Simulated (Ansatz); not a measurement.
## Calibrating r2SCAN0-D4/def2-TZVPP on O-containing molecules

The atomisation enthalpy at 298 K in kJ/mol of 8 O-containing molecules: x at r2SCAN0-D4/def2-TZVPP, y from tabulated heats of molecules and atoms (CRC Handbook of Chemistry and Physics). Shapes, held fixed at every level: PBE0-D4/def2-TZVP. Flexible molecules stand in one conformer, not always the lowest. Computed values hold a harmonic thermal term (PBE0-D4/def2-TZVP) and the atoms' spin-orbit lowering. Programs: Ansatz 0.2.0.

| molecule | x (kJ/mol) | y (kJ/mol) |
| --- | --- | --- |
| C2H6OS (dimethyl sulfoxide) | 3367 | 3419 |
| C2H6O2S (dimethyl sulfone) | 3818 | 3890 |
| C3H8O (1-propanol) | 4343 | 4399 |
| C3H4F4O (2,2,3,3-tetrafluoro-1-propanol) | 4549 | ? |
| C3H8O2 (dimethoxymethane) | 4664 | 4742 |
| C3H8O2 (1,3-propanediol) | 4711 | 4801 |
| C4H7NO (2-methyloxazoline) | 5157 | 5246 |
| C5H8O2 (delta-valerolactone) | 6126 | 6206 |

Problem. Fit y = c + s·x to the known rows and predict y for C3H4F4O.

Solution. 
1. Means of the 7 rows: x = 4598.00, y = 4671.9.
2. Σ(Δx)² = 4853176, Σ(Δx·Δy) = 4906033, so the slope is 4906033/4853176 = 1.0109.
3. Intercept: 4671.9 − (1.0109) × 4598.00 = 23.8. The largest residual of the fit is 15.
4. C3H4F4O: 23.8 + 1.0109 × 4549 = 4622 kJ/mol.

The tabulated heats give 4651 kJ/mol, so the prediction is off by -29 kJ/mol, more than the largest residual. Uncorrected, r2SCAN0-D4/def2-TZVPP misses it by -102 kJ/mol, and the other rows by 74 on average. The line removes about 70 % of this miss. Left out in turn, the other rows are missed by 15 kJ/mol on average, so much of the error is systematic among these molecules. The heats of C3H4F4O come from older tables and can be uncertain by 10 kJ/mol or more.

r2SCAN0-D4 underbinds every molecule with a known value, but the shortfall doesn't simply follow the total atomisation enthalpy: delta-valerolactone, the most strongly bound, is missed by less than 1,3-propanediol or 2-methyloxazoline. Atomisation separates all the bonding electron pairs, so the correlation energy gained on bonding must be recovered in full. Exact exchange without fully matching correlation tends to underbind, and the finite basis probably acts in the same direction; these data can't separate the two.

The fluorinated alcohol shares the skeleton of 1-propanol, yet its raw error is clearly larger. This suggests an added contribution from replacing C–H by C–F bonds, where compact lone pairs and polar bonding make different demands on correlation and basis set. A line in total enthalpy can't represent that change, since none of the fitted molecules contains fluorine, which would explain why the prediction remains too low. The fit therefore supports a shared underbinding correction, but not its transfer to new bond types, and a single fluorinated molecule can't establish a correction per C–F bond.
